\section*{Problem}

A Li$^+$ ion, treated as a point charge $q=+e$, is held at the centre of an empty spherical void of radius $R$ in bulk hexagonal boron nitride (hBN). The crystal fills the rest of space as a linear, local, uniaxial dielectric with its $c$ axis along $z$. The relative permittivity tensor is $\epsilon=\mathrm{diag}(\epsilon_\perp,\epsilon_\perp,\epsilon_{\|})$.

Typical values for hBN: static $\epsilon_\perp=6.9$, $\epsilon_{\|}=3.5$; electronic (clamped-ion) $\epsilon_\perp^\infty=4.9$, $\epsilon_{\|}^\infty=3.0$; layer spacing $0.33$ nm. Assumed geometry: $R=0.50$ nm, trial displacement $d=0.10$ nm. Constants: $e=1.602177\times10^{-19}$ C, $\epsilon_0=8.854188\times10^{-12}$ F\,m$^{-1}$, $N_A=6.022141\times10^{23}$ mol$^{-1}$.

Find (a) the apparent surface charge $\sigma$ and the effective permittivity $\epsilon_{\rm eff}$; (b) the electrostatic free energy $G$ of transfer from vacuum into the void; (c) the bound charge on the wall; (d) the departure of scalar averages of $\epsilon$ from the exact result; (e) the electronic and lattice parts of $G$; (f) the change of $G$ when the ion is displaced by $d$.

\section*{Solution, in margin notes}

\paragraph{Note 1: which index is which.}
Here $\|$ means parallel to the $c$ axis, across the layers, and $\perp$ means within the layers. Papers on layered crystals often refer the same symbols to the plane instead. The formula below is not symmetric in the two constants, because the in-plane one occurs twice in the tensor. In the present convention hBN has $\epsilon_\perp>\epsilon_{\|}$. The unit normal $\mathbf n$ of the wall points out of the void, and $\epsilon_{nn}=\mathbf n\cdot\epsilon\,\mathbf n$.

\paragraph{Note 2: the Green function is not the solution.}
The function that obeys $-\nabla\cdot\epsilon\nabla G_e=\delta(\mathbf r)$ is
\begin{equation}
G_e(\mathbf r)=\frac{1}{4\pi\sqrt{\det\epsilon}\,\sqrt{\mathbf r\cdot\epsilon^{-1}\mathbf r}},
\label{Ge}
\end{equation}
and a charge embedded without a cavity has the potential $qG_e/\epsilon_0$. It follows from the vacuum function by the stretch $x_i'=x_i/\sqrt{\epsilon_i}$, which turns $\nabla\cdot\epsilon\nabla$ into the Laplacian, while the delta function supplies the Jacobian $1/\sqrt{\det\epsilon}$. Along $c$ the screening constant is $\epsilon_\perp$, and within the layer it is $\sqrt{\epsilon_\perp\epsilon_{\|}}=4.91$. With $e/4\pi\epsilon_0R=2.880$ V, the potential $qG_e/\epsilon_0$ on the sphere $r=R$ runs from $0.417$ V at the poles to $0.586$ V at the equator. In the isotropic problem of Born (1920) the exterior field is simply that of the embedded point charge. Here that shortcut fails, since this uneven wall potential cannot be joined to a Coulomb term plus a constant inside. That $\sigma$ is uniform all the same needs a proof.

\paragraph{Note 3: the lemma that is usually left out.}
Fill all space with the anisotropic medium and spread a free charge $q$ evenly over the sphere $r=R$. Its Fourier transform is $q\sin(kR)/kR$, and that of $G_e$ is $1/(k^2\epsilon_{kk})$ with $\epsilon_{kk}=\hat{\mathbf k}\cdot\epsilon\,\hat{\mathbf k}$. The factor $k^2$ cancels against the volume element, and the odd part of the plane wave drops out because $\epsilon_{kk}$ is even in $\hat{\mathbf k}$:
\begin{equation}
\phi(\mathbf r)=\frac{q}{8\pi^3\epsilon_0}\int\frac{d\Omega_k}{\epsilon_{kk}}\int_0^\infty dk\,\frac{\sin kR}{kR}\cos(k\,\hat{\mathbf k}\cdot\mathbf r).
\end{equation}
The radial integral is Dirichlet's discontinuous one, equal to $\pi/2R$ for $|\hat{\mathbf k}\cdot\mathbf r|<R$ and zero beyond. With $\langle\cdot\rangle$ the average over directions and $\Theta$ the unit step,
\begin{equation}
\phi(\mathbf r)=\frac{q}{4\pi\epsilon_0R}\left\langle\frac{\Theta(R-|\hat{\mathbf k}\cdot\mathbf r|)}{\epsilon_{kk}}\right\rangle .
\label{shell}
\end{equation}
For $r\le R$ the step equals one in every direction, so the potential is constant throughout the ball, $\phi=q/(4\pi\epsilon_0\epsilon_{\rm eff}R)$, with
\begin{equation}
\frac{1}{\epsilon_{\rm eff}}=\left\langle\frac{1}{\epsilon_{kk}}\right\rangle .
\label{avg}
\end{equation}
Nothing here requires uniaxial symmetry. In the stretched coordinates the shell becomes a thin homoeoid, the charge layer of a conducting ellipsoid, which exerts no field inside. For hBN the ellipsoid is prolate, with axis ratio $\sqrt{\epsilon_\perp/\epsilon_{\|}}=1.404$.

\paragraph{Note 4: from the shell to the cavity.}
Inside the shell $\mathbf D=0$, so just outside it the jump condition gives $D_n=q/4\pi R^2$ at every point, and the potential there is the same constant. Keep this exterior field and replace the interior by vacuum with
\begin{equation}
\phi_{\rm in}=\frac{q}{4\pi\epsilon_0r}+\phi_{\rm rf},\qquad
\phi_{\rm rf}=-\frac{q}{4\pi\epsilon_0R}\left(1-\frac1{\epsilon_{\rm eff}}\right).
\end{equation}
The potential is continuous at $r=R$ by the choice of the constant $\phi_{\rm rf}$, and $D_n$ is continuous because the Coulomb term gives $q/4\pi R^2$. Both field equations and both matching conditions hold, and the solution is unique because $\epsilon$ is positive definite. The apparent charge is defined as the layer that produces the reaction potential inside the cavity through the vacuum kernel. A constant potential comes from a uniform layer, $\phi_{\rm rf}=R\sigma/\epsilon_0$. Since $\phi_{\rm rf}$ is proportional to $q$, the reversible work of charging at fixed temperature exceeds its vacuum value by $\tfrac12q\phi_{\rm rf}$:
\begin{equation}
\sigma=-\frac{q}{4\pi R^2}\left(1-\frac1{\epsilon_{\rm eff}}\right),\qquad
G=-\frac{q^2}{8\pi\epsilon_0R}\left(1-\frac1{\epsilon_{\rm eff}}\right).
\label{born}
\end{equation}
Any spherically symmetric charge held wholly inside the void gives the same result.

\paragraph{Note 5: the same in integral-equation form.}
The formalism of Canc\`es, Mennucci and Tomasi (1997) uses wall operators: $S_i$ and $S_e$ with kernels $G_i=1/4\pi|\mathbf x-\mathbf y|$ and $G_e(\mathbf x-\mathbf y)$, $D_e$ with kernel $\mathbf n_y\cdot\epsilon\nabla_yG_e$, and $D_i^*$ with kernel $\mathbf n_x\cdot\nabla_xG_i$. Green's identity for a decaying exterior solution $u$ reads $(\tfrac12-D_e)u+S_e(\mathbf n\cdot\epsilon\nabla u)=0$. Insert $u=V+S_i\sigma/\epsilon_0$, where $V$ is the vacuum potential of the solute, and replace the exterior flux by the interior normal derivative $\partial_nV+(\tfrac12+D_i^*)\sigma/\epsilon_0$:
\begin{equation}
\left[(\tfrac12-D_e)S_i+S_e(\tfrac12+D_i^*)\right]\frac{\sigma}{\epsilon_0}=-(\tfrac12-D_e)V-S_e\,\partial_nV .
\end{equation}
On the constant function, $D_e1=-\tfrac12$ by Gauss's law, $S_i1=R$ and $D_i^*1=-\tfrac12$ on a sphere, and $S_e1=R/\epsilon_{\rm eff}$ by the lemma. With $V=q/4\pi\epsilon_0R$ and $\partial_nV=-V/R$ the equation collapses to $R\sigma/\epsilon_0=-V+V/\epsilon_{\rm eff}$, which is the first part of Eq.~(\ref{born}). All the anisotropy sits in the one statement that $S_e$ maps constants to constants.

\paragraph{Note 6: the closed form and its two branches.}
With $\mu=\cos\theta$, $\epsilon_{kk}=\epsilon_\perp+(\epsilon_{\|}-\epsilon_\perp)\mu^2$, and Eq.~(\ref{avg}) is $\int_0^1d\mu/\epsilon_{kk}$. For $\epsilon_{\|}>\epsilon_\perp$ this gives $\arctan\sqrt{\epsilon_{\|}/\epsilon_\perp-1}$, and for $\epsilon_{\|}<\epsilon_\perp$ it gives $\operatorname{artanh}\sqrt{1-\epsilon_{\|}/\epsilon_\perp}$, each divided by $\sqrt{\epsilon_\perp|\epsilon_{\|}-\epsilon_\perp|}$. The identities $\arctan t=\arcsin(t/\sqrt{1+t^2})$ and $\operatorname{artanh}t=\operatorname{arsinh}(t/\sqrt{1-t^2})$ yield
\begin{equation}
\frac1{\epsilon_{\rm eff}}=
\begin{cases}
\dfrac{\arcsin\sqrt{1-\epsilon_\perp/\epsilon_{\|}}}{\sqrt{\epsilon_\perp(\epsilon_{\|}-\epsilon_\perp)}}, & \epsilon_{\|}>\epsilon_\perp,\\[3ex]
\dfrac{\operatorname{arsinh}\sqrt{\epsilon_\perp/\epsilon_{\|}-1}}{\sqrt{\epsilon_\perp(\epsilon_\perp-\epsilon_{\|})}}, & \epsilon_{\|}<\epsilon_\perp .
\end{cases}
\label{closed}
\end{equation}
The branches continue into each other through $\arcsin(it)=i\operatorname{arsinh}t$, and both tend to $1/\epsilon_\perp$ as the constants meet. These forms also arise directly in real space: the constant may be evaluated at the centre, where it is the average of $4\pi R\,G_e$ over the wall, $\int_0^1d\mu\,[\epsilon_\perp\epsilon_{\|}+\epsilon_\perp(\epsilon_\perp-\epsilon_{\|})\mu^2]^{-1/2}$. So the wall average of the point-charge potential of Note 2 is right, although its angular dependence is not.

\paragraph{Note 7: parts (a) and (b).}
The lower branch applies, with $\delta=\epsilon_\perp-\epsilon_{\|}=3.4$. Extra digits are carried only so that the small differences of Note 9 can be formed. One finds $\sqrt{6.9/3.5-1}=0.98561$, $\operatorname{arsinh}(0.98561)=0.87116$ and $\sqrt{6.9\times3.4}=4.8436$, so
\begin{equation}
\frac1{\epsilon_{\rm eff}}=0.17986,\qquad \epsilon_{\rm eff}=5.56,\qquad 1-\frac1{\epsilon_{\rm eff}}=0.82014 .
\end{equation}
With $e/4\pi R^2=0.0510$ C\,m$^{-2}$ the apparent charge is $\sigma=-0.0418$ C\,m$^{-2}$. The reaction potential is $\phi_{\rm rf}=-2.362$ V, and the wall stands at $0.518$ V. The prefactor is $e^2/8\pi\epsilon_0R=2.307\times10^{-19}$ J $=1.440$ eV, hence
\begin{equation}
G=-1.892\times10^{-19}\ {\rm J}=-1.181\ {\rm eV},
\end{equation}
or $-114$ kJ\,mol$^{-1}$. Equivalently $G=q^2/2C-q^2/2C_0$, where $C=4\pi\epsilon_0\epsilon_{\rm eff}R=3.09\times10^{-19}$ F is the capacitance of a metal sphere of the same size in the crystal and $C_0$ its vacuum value.

\paragraph{Note 8: apparent is not bound charge, part (c).}
In an isotropic solvent $\sigma$ is the bound charge on the wall. Here the two differ. The wall is an equipotential, so just outside it $\mathbf E=E_n\mathbf n$ and $D_n=\epsilon_0\epsilon_{nn}E_n$. The bound charge is $\sigma_b=-\mathbf P\cdot\mathbf n=-(D_n-\epsilon_0E_n)$:
\begin{equation}
E_n=\frac{q}{4\pi\epsilon_0R^2\epsilon_{nn}},\qquad
\sigma_b(\theta)=-\frac{q}{4\pi R^2}\left(1-\frac1{\epsilon_\perp\sin^2\theta+\epsilon_{\|}\cos^2\theta}\right).
\end{equation}
At the poles $E_n=1.65\times10^9$ V\,m$^{-1}$ and $\sigma_b=-0.0364$ C\,m$^{-2}$; at the equator $E_n=0.83\times10^9$ V\,m$^{-1}$ and $\sigma_b=-0.0436$ C\,m$^{-2}$. By Eq.~(\ref{avg}) the wall average of $\sigma_b$ is exactly $\sigma$. The uneven remainder alone would produce a field inside the void. It is cancelled by bound charge in the bulk: the field equation $\epsilon_\perp\nabla^2\phi-\delta\,\partial_z^2\phi=0$ gives $\rho_b=-\epsilon_0\nabla^2\phi=-\epsilon_0(\delta/\epsilon_\perp)\partial_z^2\phi$, which does not vanish. On the axis Eq.~(\ref{shell}) becomes
\begin{equation}
\phi(z)=\frac{q}{4\pi\epsilon_0R}\int_0^{R/z}\frac{d\mu}{\epsilon_\perp-\delta\mu^2},\qquad z\ge R,
\end{equation}
whose slope at $z=R$ reproduces the polar field and whose tail is $q/4\pi\epsilon_0\epsilon_\perp z$. The function is convex, so $\rho_b<0$ above the poles, just where the wall charge is weakest. Averaging the step in Eq.~(\ref{shell}) over a sphere of radius $r>R$ gives $R/r$, so the mean potential is $q/4\pi\epsilon_0\epsilon_{\rm eff}r$. This is harmonic, and each spherical shell of crystal carries no net bound charge. Two warnings follow. The layer $\sigma$ gives the reaction potential inside the void and on the wall only; outside it yields just the spherical mean. And the isotropic Gauss rule for the total apparent charge, which rests on $\rho_b=0$, does not carry over to cavities of other shape.

\paragraph{Note 9: which scalar average, part (d).}
Convexity of $1/x$ gives $\langle1/\epsilon_{nn}\rangle\ge1/\langle\epsilon_{nn}\rangle$, with $\langle\epsilon_{nn}\rangle=\bar\epsilon=\tfrac13\operatorname{tr}\epsilon$. The Cauchy--Schwarz inequality gives $1/\epsilon_{nn}\le\mathbf n\cdot\epsilon^{-1}\mathbf n$, whose average is $\tfrac13\operatorname{tr}\epsilon^{-1}$. Thus $\epsilon_{\rm eff}$ lies between the harmonic and the arithmetic mean of the three principal values.
\begin{center}
\begin{tabular}{lccc}
scalar used & value & $G$ (eV) & minus exact (meV)\\ \hline
arithmetic mean & 5.77 & $-1.190$ & $-9$\\
$\epsilon_{\rm eff}$ & 5.56 & $-1.181$ & \\
$(\det\epsilon)^{1/3}$ & 5.50 & $-1.178$ & 3\\
harmonic mean & 5.21 & $-1.164$ & 17\\
$\sqrt{\epsilon_\perp\epsilon_{\|}}$ & 4.91 & $-1.147$ & 34
\end{tabular}
\end{center}
The order is no accident. Write $\epsilon_{nn}=\bar\epsilon[1+t(\mu^2-\tfrac13)]$ with $t=(\epsilon_{\|}-\epsilon_\perp)/\bar\epsilon$. The linear term averages to zero and $\langle(\mu^2-\tfrac13)^2\rangle=4/45$, so
\begin{equation}
\frac{\bar\epsilon}{\epsilon_{\rm eff}}=1+\frac{4}{45}t^2+O(t^3).
\end{equation}
The same expansion has the coefficient $0$ for the arithmetic mean, $5/45$ for the geometric mean and $10/45$ for the harmonic mean, so the geometric mean is the closest at weak anisotropy. For $t=-0.590$ the truncated series gives $1/\epsilon_{\rm eff}\approx0.1788$ against $0.17986$. The last row of the table is the constant that screens two distant charges in the same layer. It is correct for that geometry and falls outside the bounds for this one.

\paragraph{Note 10: fast and slow response, part (e).}
If the charge appears suddenly in an unpolarised lattice, only the electrons respond, and Eq.~(\ref{closed}) is used with the clamped-ion constants. Then $\delta^\infty=1.9$, $\sqrt{4.9/3.0-1}=0.79582$, its arsinh is $0.72940$, and $\sqrt{4.9\times1.9}=3.0512$. This gives $1/\epsilon_{\rm eff}^\infty=0.23905$, $\epsilon_{\rm eff}^\infty=4.18$ and $G^\infty=-1.096$ eV. The later relaxation of the lattice releases
\begin{equation}
\lambda=\frac{q^2}{8\pi\epsilon_0R}\left(\frac1{\epsilon_{\rm eff}^\infty}-\frac1{\epsilon_{\rm eff}}\right)=0.085\ {\rm eV}.
\end{equation}
Being a difference of reciprocals, $\lambda$ is far more sensitive, in relative terms, to the input constants than $G$.

\paragraph{Note 11: off the centre, part (f).}
A charge at $\mathbf d$ is a monopole $q$, a dipole $q\mathbf d$ and higher multipoles at the centre. The monopole's reaction potential is constant, so it couples to no higher multipole, and the order $d^2$ comes from the dipole alone. Its reaction field follows from the same lemma. Summing Eq.~(\ref{shell}) over shells gives for a ball of uniform density $\rho$ the interior potential $(\rho/2\epsilon_0)(R^2/\epsilon_{\rm eff}-\sum_iL_ix_i^2)$, with $L_i=\langle\hat k_i^2/\epsilon_{kk}\rangle$, $\sum_iL_i=1/\epsilon_{\rm eff}$ and $\sum_i\epsilon_iL_i=1$. Two opposite balls, slightly shifted along axis $i$, leave a layer $s\,n_i$ with interior potential $sL_ix_i/\epsilon_0$. Just outside, $D_n=s(1-\epsilon_iL_i)n_i$, so on the wall $D_n=\epsilon_0\kappa_i\phi/R$ with $\kappa_i=1/L_i-\epsilon_i$. In the void take $\phi=(p'R^3/r^2-Fr)n_i$, where $p'=p/4\pi\epsilon_0R^3$ for a dipole $p$ and $F$ is the uniform reaction field. Matching gives $2p'+F=\kappa_i(p'-F)$, so $F=f_ip'$, the energy is $-\tfrac12pF$, and
\begin{equation}
G(\mathbf d)-G(0)=-\frac{q^2}{8\pi\epsilon_0R}\sum_if_i\frac{d_i^2}{R^2}+O(d^4),\qquad f_i=\frac{\kappa_i-2}{\kappa_i+1}.
\end{equation}
An isotropic medium has $L_i=1/3\epsilon$ and $\kappa_i=2\epsilon$, which restores Onsager's factor $2(\epsilon-1)/(2\epsilon+1)$. The two sum rules give $L_{\|}=(\epsilon_\perp/\epsilon_{\rm eff}-1)/\delta=0.07089$ and $L_\perp=0.05448$, then $\kappa_{\|}=10.6$, $\kappa_\perp=11.5$, $f_{\|}=0.74$ and $f_\perp=0.76$, on either side of the isotropic value $0.75$ formed with $\epsilon_{\rm eff}$. For $d/R=0.20$ the prefactor times $(d/R)^2$ is $57.6$ meV, and $G$ drops by $43$ meV along $c$ and $44$ meV within the layer. The fourth-order term is the quadrupole self-term. It cannot exceed in magnitude its value for a grounded conducting wall, the prefactor times $(d/R)^4$, or $2.3$ meV, which is already larger than the difference between the two directions. Since both $f_i$ are positive, the centre is a maximum of $G$. A small ion does not stay there unless something outside the model holds it.

\paragraph{Note 12: what the number is worth.}
The value $G\approx-1.2$ eV is the model's, not the material's. It rests on typical permittivities and an assumed radius, and no measured transfer energy is set beside it. The treatment of anisotropy moves $G$ by 3 to 34 meV, and several other terms rival or exceed this. Raising $\epsilon_{\|}$ to an assumed alternative of $3.8$ gives $1/\epsilon_{\rm eff}=0.17541$ and shifts $G$ by $-6$ meV. A radius of $0.55$ nm gives $-1.074$ eV, a shift of $107$ meV. The displacement of Note 11 is worth over 40 meV. The continuum picture is the weakest point. The void is only $3.0$ layer spacings across, and in an isotropic medium the fraction $1-R/r$ of the Born energy arises between $R$ and $r$. For one spacing, $r=0.83$ nm, that is 40 per cent, about $0.47$ eV, and it comes from a region where the polarisable matter is one or two discrete sheets in a field near $10^9$ V\,m$^{-1}$, with locality and linearity assumed. Repulsion, dispersion and chemical binding at the wall are absent altogether. What is exact is the statement about the boundary-value problem: for a sphere the whole tensor enters through $\langle1/\epsilon_{nn}\rangle$, and an anisotropic surface-charge code run on these inputs must converge to a flat $\sigma$ of $-0.0418$ C\,m$^{-2}$ as its mesh is refined.